# Curie–von Schweidler current and the constant phase angle

Apply a voltage step to a thin-film capacitor and, long after the $RC$ transient has died, a small current still flows and decays roughly as $t^{-n}$. The law carries the names of J. Curie (1889) and E. von Schweidler (1907). This page derives what it implies for impedance data, for the distribution of relaxation times and for the voltage held on a floating node, and shows where it must fail.

## Conventions and premises

The film has thickness $d$ and lies between two metallic electrodes at voltage $V$, and $E=V/d$. Polarization means the thickness average, displaced trapped charge included, so that it is what the external circuit sees per unit area. Harmonic fields are $\mathrm{Re}[\hat E e^{+i\omega t}]$ with $\omega>0$, and $\chi=\chi'-i\chi''$, so $\chi''>0$ is loss. Complex powers are on the principal branch, $i^{a}=e^{i\pi a/2}$. In the $e^{-i\omega t}$ convention, conjugate every complex formula.

- **P1, linearity.** The response to a sum of field histories is the sum of the responses.
- **P2, time invariance.** The film does not age, so only time differences matter.
- **P3, causality.** No response precedes its cause.
- **P4, split of the response.** $D=\epsilon_0\epsilon_\infty E+P_r$. The electronic and lattice polarization follows the field instantly on our time scales and is collected in $\epsilon_\infty$; $P_r$ is the slow part. The terminal current density is $J_{\rm tot}=\sigma_{dc}E+dD/dt$, with an ohmic leakage $\sigma_{dc}$.
- **P5, power law.** After a step $E(t)=E_0\theta(t)$ on a fully relaxed film,

$$J_r(t)=\frac{dP_r}{dt}=\epsilon_0AE_0\,t^{-n},\qquad 0<n<1,\quad A>0 .$$

$A$ has the unit $\mathrm{s}^{\,n-1}$. P5 is empirical. Steps 1 to 4 treat it as exact for all $t>0$, and step 5 removes this idealization.

## Step 1. From the step response to any field history

Write the step response as $P_r=\epsilon_0E_0\Phi(t)$. Integrating P5 from zero,

$$\Phi(t)=\int_0^tAu^{-n}du=\frac{A\,t^{1-n}}{1-n}.$$

The integral exists at $u=0$ only because $n<1$, and then $\Phi(0)=0$. A general history is a sum of small steps $dE(s)$. By P1 to P3 each earlier step adds $\epsilon_0\Phi(t-s)\,dE(s)$, so $P_r(t)=\epsilon_0\int_{-\infty}^t\Phi(t-s)E'(s)\,ds$. Integrate by parts. The boundary term $\Phi(t-s)E(s)$ vanishes at $s=t$ because $\Phi(0)=0$, and at $s\to-\infty$ if the field was switched on at a finite time or as $e^{\eta s}$ with $\eta>0$. With $u=t-s$,

$$P_r(t)=\epsilon_0\int_0^\infty\phi(u)\,E(t-u)\,du,\qquad\phi(u)=\Phi'(u)=Au^{-n}.$$

The step current divided by $\epsilon_0E_0$ is therefore the response function itself.

**Discharge.** Charge for a time $t_c$, short the electrodes, and count $t$ from the short. The history is a step $+E_0$ at $-t_c$ and a step $-E_0$ at $0$:

$$J_{\rm dis}(t)=-\epsilon_0AE_0\left[t^{-n}-(t+t_c)^{-n}\right].$$

No leakage term appears, since $E=0$. For $t\ll t_c$ the discharge mirrors the charging current $J_r$. For $t\gg t_c$, expanding the second term gives $-\epsilon_0AE_0\,n\,t_c\,t^{-n-1}$, which is steeper by one power. The bracket integrates over $0<t<\infty$ to $t_c^{1-n}/(1-n)$, so the charge returned is $\epsilon_0E_0\Phi(t_c)$, exactly what was absorbed.

## Step 2. The susceptibility

Insert $E(t)=\hat Ee^{st}$ with $s=\eta+i\omega$, $\eta>0$. Then $P_r=\epsilon_0\tilde\phi(s)\hat Ee^{st}$ with

$$\tilde\phi(s)=A\int_0^\infty u^{-n}e^{-su}\,du .$$

1. For real $s>0$ substitute $z=su$. This gives $As^{n-1}\int_0^\infty z^{-n}e^{-z}dz=A\,\Gamma(1-n)\,s^{n-1}$, by the definition of $\Gamma$, valid for $1-n>0$.
2. For $\mathrm{Re}\,s>0$ the integral is an analytic function of $s$, and so is the principal power $s^{n-1}$. Two analytic functions that agree on the positive real axis agree in the whole half-plane.
3. The limit $\eta\to0^+$ may be taken under the integral. Integrating the tail by parts,

$$\int_T^\infty u^{-n}e^{-su}du=\frac{T^{-n}e^{-sT}}{s}-\frac ns\int_T^\infty u^{-n-1}e^{-su}du ,$$

and each term is at most $T^{-n}/|s|\le T^{-n}/\omega$ in modulus, whatever $\eta\ge0$. The tail vanishes uniformly as $T\to\infty$ because $n>0$, and the finite part is continuous in $\eta$.

Hence

$$\boxed{\chi(\omega)=A\,\Gamma(1-n)\,(i\omega)^{n-1}}$$

The condition $n<1$ secures the short-time end and $n>0$ the long-time end.

## Step 3. Constant phase, loss tangent and ac conductivity

Since $i^{\,n-1}=e^{-i\pi/2}e^{in\pi/2}=-i\,[\cos(n\pi/2)+i\sin(n\pi/2)]=\sin(n\pi/2)-i\cos(n\pi/2)$,

$$\chi'=A\Gamma(1-n)\sin\frac{n\pi}2\;\omega^{n-1},\qquad\chi''=A\Gamma(1-n)\cos\frac{n\pi}2\;\omega^{n-1},$$

$$\boxed{\frac{\chi''}{\chi'}=\cot\frac{n\pi}{2}}$$

The slow polarization lags the field by $(1-n)\pi/2$ at every frequency. The reason is scale invariance: $t^{-n}$ contains no characteristic time, so rescaling $\omega$ multiplies $\chi$ by a real factor and leaves its phase alone.

**What the meter sees.** By P4, $\hat J_{\rm tot}=\sigma^*\hat E$ with $\sigma^*=\sigma_{dc}+i\omega\epsilon_0(\epsilon_\infty+\chi)$, that is

$$\sigma^*(\omega)=\sigma_{dc}+i\omega\epsilon_0\epsilon_\infty+\epsilon_0A\Gamma(1-n)(i\omega)^n .$$

For electrode area $S$ the admittance is $\sigma^*S/d$: a resistor, an ideal capacitor and a constant-phase element $Q(i\omega)^n$ in parallel, with $Q=\epsilon_0A\Gamma(1-n)S/d$. The current of the last element leads the voltage by $n\pi/2$. The real part is

$$\boxed{\sigma'(\omega)=\sigma_{dc}+\epsilon_0A\Gamma(1-n)\cos\frac{n\pi}2\;\omega^n}$$

The constant ratio belongs to $\chi$ alone. The loss tangent of the whole capacitor,

$$\tan\delta=\frac{\chi''+\sigma_{dc}/\epsilon_0\omega}{\epsilon_\infty+\chi'},$$

is not constant. When $\chi'\ll\epsilon_\infty$ and leakage is negligible it falls as $\omega^{n-1}$ and is far smaller than $\cot(n\pi/2)$.

**Two working relations.** The reflection formula $\Gamma(n)\Gamma(1-n)=\pi/\sin n\pi$, with $\sin n\pi=2\sin(n\pi/2)\cos(n\pi/2)$, gives

$$\chi'=\frac{\pi A\,\omega^{n-1}}{2\Gamma(n)\cos(n\pi/2)},\qquad\chi''=\frac{\pi A\,\omega^{n-1}}{2\Gamma(n)\sin(n\pi/2)} .$$

Setting $\omega=1/t$ in $\chi''$ and solving for $At^{-n}$ links the two experiments:

$$\frac{J_r(t)}{\epsilon_0E_0}=\frac2\pi\,\Gamma(n)\sin\frac{n\pi}2\;\frac{\chi''(1/t)}{t}.$$

Differentiating $\chi'$ links the dispersion of the capacitance to the loss, and $\epsilon_\infty$ drops out:

$$-\frac{d\chi'}{d\ln\omega}=(1-n)\chi'=(1-n)\tan\frac{n\pi}2\;\chi'' .$$

**The limit $n\to1$.** Here $\chi''\to\pi A/2$, a flat loss, and $(1-n)\tan(n\pi/2)\to2/\pi$. With $\Gamma(x)=1/x-\gamma+O(x)$, where $\gamma$ is Euler's constant, $\chi'=A[1/(1-n)-\gamma-\ln\omega]+O(1-n)$, with $\omega$ in rad/s. The divergent piece does not depend on frequency. Step 5 traces it to the fast relaxations.

## Step 4. Distribution of relaxation times

A Debye element of strength $\Delta\chi$ obeys $\tau\,dP/dt+P=\epsilon_0\Delta\chi E$. Its step response is $\Delta\chi(1-e^{-t/\tau})$, so its response function is $(\Delta\chi/\tau)e^{-t/\tau}$ and its susceptibility is $\Delta\chi/(1+i\omega\tau)$. Let $g(\ln\tau)\,d\ln\tau$ be the total strength in an interval of $\ln\tau$; $g$ is not normalized to one. For elements in parallel,

$$\phi(t)=\int_{-\infty}^\infty g\;\frac{e^{-t/\tau}}{\tau}\;d\ln\tau .$$

Change to the rate $k=1/\tau$. Then $|d\ln\tau|=dk/k$, the factor $1/\tau=k$ cancels it, and $\phi(t)=\int_0^\infty g\,e^{-kt}dk$: the response function is the Laplace transform of $g$ read as a function of $k$. The definition of $\Gamma(n)$, with $z=kt$, gives $\int_0^\infty k^{n-1}e^{-kt}dk=\Gamma(n)t^{-n}$ for $n>0$. A continuous function is fixed by its Laplace transform, so the only solution is $g=Ck^{n-1}$:

$$\boxed{g(\ln\tau)=C\,\tau^{1-n},\qquad C=\frac{A}{\Gamma(n)}}$$

It is positive, as the strengths of passive elements must be. The density per unit $\tau$ is $g/\tau=C\tau^{-n}$; do not confuse the two.

As a test, sum the Debye susceptibilities at real $s$ with $y=s\tau$:

$$\int_0^\infty\frac{C\tau^{-n}d\tau}{1+s\tau}=Cs^{n-1}\int_0^\infty\frac{y^{-n}dy}{1+y}=\frac{C\pi}{\sin n\pi}\,s^{n-1}=A\Gamma(1-n)s^{n-1}.$$

The middle integral is the beta function $B(1-n,n)=\Gamma(1-n)\Gamma(n)$. Continuation to $s=i\omega$ returns step 2. Also $\chi''(\omega)=(\pi/2)\,g|_{\tau=1/\omega}/\sin(n\pi/2)$, so for $n$ near one the loss reads off $g$ almost directly. The representation is a mathematical identity. It does not prove that the film holds independent Debye elements.

## Step 5. The finite window

The pure law cannot hold for all times. $J_r$ diverges as $t\to0$, and $\Phi(t)$, $\int g\,d\ln\tau$ and $\chi(\omega\to0)$ grow without bound, whereas a film holds a finite number of traps. Keep $g=C\tau^{1-n}$ only for $\tau_1<\tau<\tau_2$. Then

$$\phi(t)=C\int_{1/\tau_2}^{1/\tau_1}k^{n-1}e^{-kt}dk=At^{-n}\,\frac{\gamma(n,t/\tau_1)-\gamma(n,t/\tau_2)}{\Gamma(n)},$$

with the lower incomplete gamma function $\gamma(n,z)=\int_0^zx^{n-1}e^{-x}dx$. The fast cutoff removes a fraction below $z^{n-1}e^{-z}/\Gamma(n)$ with $z=t/\tau_1$, because $x^{n-1}\le z^{n-1}$ for $x\ge z$; this is exponentially small. The slow cutoff removes a fraction $(t/\tau_2)^n/\Gamma(n+1)$ to leading order, from $\gamma(n,z)\approx z^n/n$.

In frequency, the Debye kernels are $1/(1+\omega^2\tau^2)$ for $\chi'$ and $\omega\tau/(1+\omega^2\tau^2)$ for $\chi''$. For $\omega\tau_1\ll1\ll\omega\tau_2$ they tend to $1$ and $\omega\tau$ below $\tau_1$, and to $(\omega\tau)^{-2}$ and $(\omega\tau)^{-1}$ above $\tau_2$. Integrating $C\tau^{-n}d\tau$ against these gives the missing pieces:

| missing | amount | fraction of the pure law |
|---|---|---|
| $\chi'$, $\tau<\tau_1$ | $C\tau_1^{1-n}/(1-n)$ | $\frac{2\cos(n\pi/2)}{\pi(1-n)}(\omega\tau_1)^{1-n}$ |
| $\chi''$, $\tau<\tau_1$ | $C\omega\tau_1^{2-n}/(2-n)$ | $\frac{2\sin(n\pi/2)}{\pi(2-n)}(\omega\tau_1)^{2-n}$ |
| $\chi'$, $\tau>\tau_2$ | $C\omega^{-2}\tau_2^{-1-n}/(1+n)$ | $\frac{2\cos(n\pi/2)}{\pi(1+n)}(\omega\tau_2)^{-1-n}$ |
| $\chi''$, $\tau>\tau_2$ | $C\tau_2^{-n}/(n\omega)$ | $\frac{2\sin(n\pi/2)}{\pi n}(\omega\tau_2)^{-n}$ |

Two rows deserve attention. The first decays only as $(\omega\tau_1)^{1-n}$ with a prefactor near one, so for $n$ close to one it stays large many decades inside the window. It does not depend on frequency, and a fit absorbs it: the fitted $\epsilon_\infty$ lies below the true fast permittivity by $C\tau_1^{1-n}/(1-n)$. The constant ratio $\cot(n\pi/2)$ thus holds for $\chi''$ over $\epsilon'-\epsilon_\infty^{\rm fit}$, where $\epsilon'$ is the real permittivity of the whole film, and is not a test independent of that fit. The fourth row goes as $1/\omega$, like a constant conductivity $\epsilon_0C\tau_2^{-n}/n$. It equals $\epsilon_0$ times the time-domain deficit $A\tau_2^{-n}/\Gamma(n+1)$, and a fit absorbs it by lowering $\sigma_{dc}$.

## Step 6. Voltage droop on a floating node

Hold $E_0$ for a write time $t_w$, then disconnect. Without leakage $D$ is conserved. With $t$ counted from the start of the write and $E=E_0+\delta E$ for $t>t_w$, step 1 gives

$$\epsilon_\infty\,\delta E(t)+\int_{t_w}^t\phi(t-s)\,\delta E(s)\,ds=-E_0\left[\Phi(t)-\Phi(t_w)\right].$$

Dropping the integral, after a hold time $t_h$,

$$\frac{\delta V}{V}\approx-\frac{A\left[(t_w+t_h)^{1-n}-t_w^{1-n}\right]}{(1-n)\,\epsilon_\infty}.$$

The first-order $|\delta E|$ grows with time, so inserting it in the dropped integral gives a correction of at most $\Phi(t_h)/\epsilon_\infty$ relative to the droop, and of the sign that reduces it. Leakage adds a droop $\sigma_{dc}t_h/\epsilon_0\epsilon_\infty$ to first order. The absorbed charge is stored in $P_r$ and not lost.

## Why $n$ is often near one

A nearly flat $g$ arises whenever $\tau$ depends exponentially on a variable that is broadly distributed. Two models show this.

**Thermal activation.** Let $\tau=\tau_0e^{W/k_BT}$ and let $p(W)\,dW$ be the strength in an interval of barrier height. Since $d\ln\tau=dW/k_BT$, $g=k_BT\,p(W)$. If $p\propto e^{W/k_BT_0}$, then $g\propto\tau^{T/T_0}$ and $1-n=T/T_0$, for $T<T_0$. A flat $p$ is the limit $n\to1$.

**Tunnelling to traps near the electrodes.** Let traps have a uniform density $N$ per volume and energy around the electrode Fermi level, and let each exchange an electron with the nearer electrode, at distance $x$, with $\tau=\tau_0e^{2\kappa x}$, $\kappa=\sqrt{2m^*\phi_B}/\hbar$. Here $m^*$ is the tunnelling mass and $\phi_B$ the barrier up to the conduction band of the film. The field shifts a level by $qEx$ relative to that Fermi level, so $NqEx\,dx$ traps per area change occupancy in a slab $dx$; this holds at any temperature if $N$ is flat over the shift and over $k_BT$. An electron moved by $x$ at fixed voltage drives a charge $qx/d$ through the circuit (Shockley–Ramo theorem). Traps fill near the cathode and empty near the anode, and in both cases electrons move toward the anode, so the two sides add: $d\chi=2q^2Nx^2dx/(\epsilon_0d)$. With $d\ln\tau=2\kappa\,dx$,

$$g=\frac{q^2Nx^2}{\epsilon_0d\,\kappa},\qquad x=\frac{\ln(\tau/\tau_0)}{2\kappa},\qquad1-n_{\rm loc}\equiv\frac{d\ln g}{d\ln\tau}=\frac{2}{\ln(\tau/\tau_0)}.$$

This is no exact power law, but its local exponent drifts slowly. Write $g=c\ln^2(\tau/\tau_0)$, $L=\ln(t/\tau_0)$ and $z=t/\tau$. For $t\gg\tau_0$,

$$\phi(t)=\frac ct\int_0^\infty(L-\ln z)^2e^{-z}dz=\frac ct\left[(L+\gamma)^2+\frac{\pi^2}6\right],$$

because $-\ln z$ has mean $\gamma$ and variance $\pi^2/6$ under the weight $e^{-z}$. The model neglects the potential of the charge already trapped. For $x\ll d$ a charge density $q^2NEx'$ at $x'<x$ produces at $x$ a potential $\int_0^xq^2NEx'^2dx'/(\epsilon_0\epsilon_\infty)$, a fraction $q^2Nx^2/(3\epsilon_0\epsilon_\infty)$ of $Ex$.

In the activated model $1-n$ is proportional to $T$. In the tunnelling model it does not depend on $T$, and $g$ scales as $1/d$. Temperature and thickness series can therefore separate them.

## Range of validity

- **Window.** $\tau_1\ll t\ll\tau_2$ and $1/\tau_2\ll\omega\ll1/\tau_1$, with the corrections of step 5; also $t\gg RC$ of the external circuit.
- **Exponent.** $0<n<1$. At $n=1$ the transform needs the fast cutoff; $\chi''$ and $d\chi'/d\ln\omega$ have finite limits and $\chi'$ does not. A slope steeper than $t^{-1}$ cannot extend to short times. It appears, for example, in discharge at $t>t_c$.
- **Subtractions.** The constant phase refers to $\chi$ after removal of $\epsilon_\infty^{\rm fit}$ and $\sigma_{dc}$. In charging, leakage overtakes $J_r$ at $t_\times=(\epsilon_0A/\sigma_{dc})^{1/n}$.
- **Linearity.** Check that $J_r$ scales with $V$ and that discharge mirrors charging. Poole–Frenkel conduction, injection and space charge at high field break P1. A small ac signal on a bias obeys steps 1 to 4 only about a stationary state, with bias-dependent $A$ and $n$.
- **Stationarity.** Trap creation under stress or a temperature drift breaks P2. An incomplete discharge leaves the tail of earlier steps, so wait much longer than $t_c$.
- **Electrodes.** A semiconductor electrode adds depletion and interface-trap responses that are not part of $\chi$. For a non-uniform film or a stack, $A$ describes the device.

## Illustration: 20 nm of LPCVD Si$_3$N$_4$

Inputs, each typical or assumed as marked:

| input | value | status |
|---|---|---|
| $d$, $V$, $T$ | 20 nm, 1.0 V, 300 K | assumed |
| $\epsilon_\infty$ | 7.5 | typical |
| $n$ | 0.90 | assumed |
| $A$ | $0.012\ \mathrm{s^{-0.1}}$ | assumed |
| $\sigma_{dc}$ | $10^{-14}$ S/m | assumed |
| $\tau_0$, $m^*$, $\phi_B$ | $10^{-13}$ s, $0.5\,m_e$, 2.0 eV | assumed |

$A$ was chosen to put $\tan\delta$ near $10^{-3}$ at 1 kHz, a typical order for thin nitride capacitors, about which real films typically scatter by a factor of several. The value of $n$ was chosen near the local exponent of the tunnelling model. All results are the model's, and neither choice is tested by them.

**Frequency domain.** $E=0.050$ V/nm, $\Gamma(0.1)=9.5135$, $\cos(0.45\pi)=0.15643$, and $\omega^{0.1}=2.3978$ at 1 kHz ($\omega$ in rad/s). The ratio $\chi''/\chi'$ is $0.158$, a lag of $9^\circ$. Leakage is left out of the table; it is 0.15 % of $\sigma'$ at 10 Hz and less above.

| $f$ | $\chi'$ | $\chi''$ | $\tan\delta$ | $\sigma'$ (S/m) |
|---|---|---|---|---|
| 10 Hz | 0.0745 | 0.0118 | $1.56\times10^{-3}$ | $6.57\times10^{-12}$ |
| 1 kHz | 0.0470 | 0.00745 | $0.987\times10^{-3}$ | $4.14\times10^{-10}$ |
| 100 kHz | 0.0297 | 0.00470 | $0.624\times10^{-3}$ | $2.61\times10^{-8}$ |

At 1 kHz the loss angle of the whole capacitor is only $0.057^\circ$, and the capacitance falls at a rate $(1-n)\ln10\;\chi'/(\epsilon_\infty+\chi')=0.14$ % per decade.

**Fast cutoff.** With $\Gamma(0.9)=1.0686$, $C=0.01123\ \mathrm{s^{-0.1}}$ and $g=0.00468$ at $\tau=1/\omega$ for 1 kHz. A cutoff at $\tau_1=\tau_0$ removes $0.0056$ from $\chi'$, which is 12 % at 1 kHz although $\omega\tau_1$ is below $10^{-9}$. Referred to the true fast permittivity, the ratio reads 0.171, 0.180 and 0.195 at the three frequencies in place of 0.158.

**Time domain.** $J_r=0.53$ nA/cm² at 1 s, 0.27 µA/cm² at 1 ms and 8.4 pA/cm² at 100 s. The assumed leakage overtakes it at $t_\times=14$ s, so the 100 s value is accessible only in discharge after a much longer charge. After $t_c=100$ s, the discharge current is 1.6 % below the mirror value at 1 s and 0.46 of it at 100 s.

**Microscopic reading.** The window from $\tau=1/\omega$ at 100 kHz (1.6 µs) to 100 s spans $\ln(\tau/\tau_0)=16.6$ to $34.5$. In the activated model, with $k_BT=0.02585$ eV, this means barriers from 0.43 to 0.89 eV and $T_0=3000$ K, or $k_BT_0=0.26$ eV. In the tunnelling model $\kappa=5.12\ \mathrm{nm^{-1}}$ and the depths run from 1.6 to 3.4 nm, well inside half the film. At 1 kHz, $\ln(\tau/\tau_0)=21.2$ and $x=2.07$ nm, and matching $g$ there requires $N=6.2\times10^{18}\ \mathrm{cm^{-3}eV^{-1}}$. The level shift $qEx=0.10$ eV is small against $\phi_B$, and the neglected space-charge fraction is 0.02. The local exponent is 0.88, 0.91 and 0.94 at 1.6 µs, at 1 kHz and at 100 s. This drift matters in extrapolation: matched at 1 kHz, the tunnelling model gives $J_r(1\ \mathrm s)=0.43$ nA/cm², 19 % below the power law. Carrying one exponent over four decades costs that much in this model, so the time-domain numbers are good to one or two figures at best.

**Droop.** For $t_w=1$ µs and $t_h=0.1$ s, $\Phi(t_w)=0.0301$ and $\Phi(t_w+t_h)=0.0953$, so the first-order droop is 0.87 %. The dropped integral lowers it by at most 1.3 % of itself, and leakage adds only $1.5\times10^{-5}$. The model's floating node loses about 9 mV of its 1.0 V to absorption, nearly 600 times what it loses to the assumed leakage.